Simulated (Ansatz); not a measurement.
## A ladder of methods for CH3In (SMILES C[In])

CH3In, singlet, SMILES `C[In]`. Each level relaxes the structure for itself.

Each level gives the zero-point energy at each level's own minimum (kJ/mol). The values are calculated.

| level | kind | program | value (kJ/mol) |
| --- | --- | --- | --- |
| SVWN5/def2-TZVP (core potential) | LDA | Ansatz | 84.2 |
| PBE-D3(BJ)/def2-TZVP (core potential) | GGA | Ansatz | 84.8 |
| r2SCAN/def2-TZVP (core potential) | meta-GGA | Ansatz | 86.7 |
| B3LYP-D4/def2-TZVP (core potential) | global hybrid | Ansatz | 86.9 |
| PBE0-D4/def2-TZVP (core potential) | global hybrid | Ansatz | 87.4 |
| wB97X-V/def2-TZVP (core potential) | range-separated hybrid | Ansatz | 88.0 |

Harmonic and unscaled. The values span 84.2 to 88.0 kJ/mol.

The zero-point energy of CH3In rises at every step down the table, from 84.2 kJ/mol with SVWN5 to 88.0 kJ/mol with wB97X-V. Most of it resides in the methyl group, because the light hydrogen atoms give the C–H stretches and CH3 deformations high frequencies, whereas the In–C stretch, with a heavy atom and a fairly weak bond, adds little. The increase therefore probably reflects stiffer methyl modes in the later rows rather than a different description of indium. Exact exchange is not essential for a higher value: r2SCAN, which has none, gives 86.7 kJ/mol, almost the same as B3LYP at 86.9 kJ/mol.

For In–C cleavage, much of this spread should cancel, since the methyl radical keeps its C–H stretches; a reaction that breaks a C–H bond would benefit less from such cancellation. The totals alone can't show whether the methods agree on the In–C stretch, as a sizeable relative change in that soft mode would barely register in the sum.
